**Question: can I put eight k points back on their band path?**

I have the PBE levels of a rutile-like hafnium silicate crystal, but eight points have lost their labels. In the table, b1 is the highest filled level at a k point and a1 is the lowest empty one. Levels b2 and a2 are the next ones outward, and all energies are counted from the Fermi level.

Ansatz 0.2.0, PBE with plane waves (420 eV cutoff) and PAW, scalar-relativistic, without spin polarization. Kohn–Sham levels of Hf3SiO8 (space group Cmmm, 12-atom cell) at k points along a band path, counted from the Fermi level, which is set at mid-gap. The k mesh is 6×6×4, with Gaussian smearing of 0.02 eV. Candidates: 1, 9, 19, 24, 3, 22, 16, 20.

```tsv
row	level b2 from the Fermi level (eV)	level b1 from the Fermi level (eV)	level a1 from the Fermi level (eV)	level a2 from the Fermi level (eV)
A	-1.987	-1.959	1.957	2.459
B	-2.167	-1.909	1.714	2.450
C	-2.295	-2.280	2.418	2.764
D	-1.790	-1.370	1.383	2.401
E	-2.027	-1.852	1.844	2.490
F	-2.092	-1.916	2.342	2.482
G	-1.786	-1.368	1.368	2.387
H	-1.993	-1.441	1.536	2.431
```

The candidates lie here:

- row 1: Γ, the centre of the zone
- row 3: 0.8 of the way from Γ to Y
- row 9: 0.1 of the way from Γ to Z
- row 16: T, to within a tiny step
- row 19: Y
- row 20: 0.3 of the way from Γ to S
- rows 22 and 24: 0.1 and 0.9 of the way from S to R

Z, T and R lie at the zone boundary along the c axis, directly above Γ, Y and S. I also know that both edges of the least gap, 2.735 eV, were found at Γ. For six other points I still have both position and levels:

- row 10, halfway from Γ to Z: b1 = −1.436 eV, a1 = 1.705 eV
- row 17, 0.2 of the way from T to Y: b1 = −2.233 eV, a1 = 2.336 eV
- row 18, 0.6 of the way from T to Y: b1 = −1.975 eV, a1 = 2.001 eV
- row 21, 0.7 of the way from Γ to S: b1 = −1.737 eV, a1 = 1.770 eV
- row 23, halfway from S to R: b1 = −1.888 eV, a1 = 1.983 eV
- row 25, 0.3 of the way from R to Z: b1 = −1.789 eV, a1 = 2.413 eV

Is that enough?

**Answer**

It is enough for most of them. A k point says by how much the phase of an electron wave turns from one cell to the next. Reversing k leaves the energy unchanged, and so does adding a full turn. On the lines Γ–Z, Γ–S, S–R and Y–T, a smooth, isolated level must therefore start and end flat. The simplest curve that does so is

E(x) = P − Q cos(πx),

where x is the fraction of the line covered. Two known points on a line fix P and Q, and the curve then predicts the others.

Γ needs no curve. The Fermi level was placed in the middle of the least gap, so at Γ the levels b1 and a1 must lie equally far from zero. Only G has this symmetry together with the right gap, so G is row 1.

Row 9 lies one short step from Γ, where the curve is still almost flat. At row 10, the midpoint of Γ–Z, a1 is 1.705 eV, which is 0.337 eV above its value at Γ. The estimate for row 9 is

1.368 + 0.337 × (1 − cos 18°) = 1.384 eV.

D has 1.383 eV, although it played no part in the estimate. G and D are sure.

Rows 17 and 18 lie on the line between T and Y, so one curve through them predicts both ends. For T it gives b1 = −2.277 eV and a1 = 2.393 eV. C is close to both values and no other letter is, so C is row 16. On Γ–S, the curve through Γ and row 21 predicts a1 = 1.472 eV for row 20. H is 0.06 eV higher, but it is the best match among the letters still free.

F is now the only free letter with a1 above 2 eV. Row 25, a labelled point not far from R, has a1 = 2.413 eV, so F belongs at the R end of S–R, as row 24.

That leaves A, B and E for rows 3, 19 and 22, and here the evidence is thinner. The curve through rows 17 and 18 puts a1 at 1.794 eV for Y, which favours E. On S–R, the two points at 0.1 and 0.9 should average to the midpoint, row 23, where a1 is 1.983 eV. B and F average 2.028 eV, closer than F with either A or E. A is then left for row 3.

Of the letters placed earlier, C is firm, and H and F are well supported. These last three are only probable. Swapping B and E worsens the S–R test by only about 0.06 eV, and the Y test by about as much when a1 and b1 are combined. The curve missed H by a similar amount.

The rows with their labels:

```tsv
row	level b2 from the Fermi level (eV)	level b1 from the Fermi level (eV)	level a1 from the Fermi level (eV)	level a2 from the Fermi level (eV)
1	-1.786	-1.368	1.368	2.387
2	-2.082	-1.559	1.898	2.449
3	-1.987	-1.959	1.957	2.459
4	-2.027	-1.853	1.844	2.490
5	-2.027	-1.853	1.844	2.490
6	-2.027	-1.853	1.844	2.490
7	-2.175	-2.045	1.714	2.510
8	-2.186	-1.539	1.542	2.492
9	-1.790	-1.370	1.383	2.401
10	-1.899	-1.436	1.705	2.608
11	-2.131	-1.541	2.241	2.539
12	-2.285	-1.624	2.412	2.519
13	-2.218	-2.216	2.382	2.697
14	-2.295	-2.280	2.418	2.764
15	-2.295	-2.280	2.418	2.764
16	-2.295	-2.280	2.418	2.764
17	-2.235	-2.233	2.336	2.765
18	-2.081	-1.975	2.001	2.624
19	-2.027	-1.852	1.844	2.490
20	-1.993	-1.441	1.536	2.431
21	-2.227	-1.737	1.770	2.431
22	-2.167	-1.909	1.714	2.450
23	-2.075	-1.888	1.983	2.486
24	-2.092	-1.916	2.342	2.482
25	-2.245	-1.789	2.413	2.463
26	-2.251	-1.588	2.402	2.472
27	-2.173	-1.558	2.329	2.492
28	-2.181	-1.849	2.495	2.574
29	-2.309	-2.269	2.422	2.757
```

The labels agree with the assignment, including the doubtful three. The full path also holds a direct check: rows 4–6 lie practically at Y, and rows 14 and 15 practically at T. Their levels match those of rows 19 and 16 to about 0.001 eV.

The tempting mistake was to assume that a1 keeps rising with distance from Γ. That would have swapped A and E. Towards Y the level peaks at 2.069 eV, 0.6 of the way along, at a point the table leaves out. By row 3 it is already falling, at 1.957 eV, and it reaches 1.844 eV at Y itself. A single cosine through rows 1 and 2 overshoots row 3 by 0.8 eV. Overlap between more distant atoms could bend the level in this way, and so could a second level that takes over the place of a1; the energies alone do not separate the two.

Along c, a1 is a much better guide. It rises by 0.858 eV between 0.1 and 0.9 of Γ–Z, and by roughly 0.6 eV both on S–R and from Y to T. The filled level b1 is a poor guide to height: it hardly differs between the two S–R points, yet drops by 0.428 eV from Y to T. At row 17 it also lies only 0.002 eV above b2, so it is not the isolated level that the curve assumes, and its very close match at T may be partly luck.

The crystal structure suggests why. Cations sit in chains along c, in octahedra that share edges. Half of the chains hold only Hf; in the others Hf and Si alternate. In the computed density of states, Hf 5d orbitals make up about 70% of the total at the bottom of the empty bands. Neighbouring 5d orbitals in the pure Hf chains can overlap in phase at Γ, which would lower the energy. Moving along c twists the phase between neighbours, weakens this bonding and pushes the level up. Mixing with oxygen orbitals also changes with k and could raise the level too. The 5d share is summed over all Hf sites, so it does not show which chains carry the level or how the phases run along them. The chain picture therefore fits the orbital make-up but is still only one plausible reading.

The chains may also explain why the curve falls short near Z. At row 11, 0.9 of the way there, it lies about 0.22 eV below the computed a1. Each cell holds two cations per chain, spaced by nearly half of c. When the phase has turned by half a circle per cell, it has turned by only a quarter circle per cation, and the level can keep climbing until close to Z before it flattens. A cosine with half the cell's period comes closer, though it now overshoots by 0.098 eV. The printed output below lists these comparisons.

PBE usually makes oxide gaps too small. That does no harm to the sorting, because the known gap and the levels come from the same calculation, but 2.735 eV should not be taken for a measured gap. Spin–orbit coupling is left out, and the stability of this ordered crystal was not tested. It may be an invented or metastable form, since many cells in this data set are, and such cells were relaxed only within the symmetry they started from.

The doubled cell leaves one question open. It folds the Z point of the simple rutile cell onto Γ, so two states that both appear at Γ here may come from different k points there. Would the gap still be direct if the bands were unfolded into the rutile zone?

Printed output of the fit:

```
Direct gap at row 1, Gamma (eV): 2.736
Row 9, a1 predicted from rows 1 and 10 (eV): 1.384
Row 9, b1 predicted from rows 1 and 10 (eV): -1.371
Row 20, a1 predicted from rows 1 and 21 (eV): 1.472
Row 20, b1 predicted from rows 1 and 21 (eV): -1.464
T, a1 predicted from rows 17 and 18 (eV): 2.393
T, b1 predicted from rows 17 and 18 (eV): -2.277
Y, a1 predicted from rows 17 and 18 (eV): 1.794
Y, b1 predicted from rows 17 and 18 (eV): -1.816
T prediction, combined a1 and b1 distance to row 16 (eV): 0.02495
T prediction, distance to the next nearest of the eight (eV): 0.3647
Y prediction, combined a1 and b1 distance to row 19 (eV): 0.06191
Y prediction, distance to the next nearest of the eight (eV): 0.123
Mean a1 of rows 22 and 24 less a1 of midpoint row 23 (eV): 0.045
Mean a1 of rows 3 and 22 less a1 of midpoint row 23 (eV): -0.1475
Mean a1 of rows 3 and 24 less a1 of midpoint row 23 (eV): 0.1665
Row 3, one-cosine a1 from rows 1 and 2 less computed a1 (eV): 0.7986
Row 11, full-cell cosine a1 less computed a1 (eV): -0.2155
Row 11, half-cell cosine a1 less computed a1 (eV): 0.0976
Change of a1 from 0.1 to 0.9 of Gamma-Z (eV): 0.858
Change of b1 from 0.1 to 0.9 of Gamma-Z (eV): -0.171
Change of a1 from 0.1 to 0.9 of S-R (eV): 0.628
Change of b1 from 0.1 to 0.9 of S-R (eV): -0.007
Change of a1 from Y to T (eV): 0.574
Change of b1 from Y to T (eV): -0.428
```
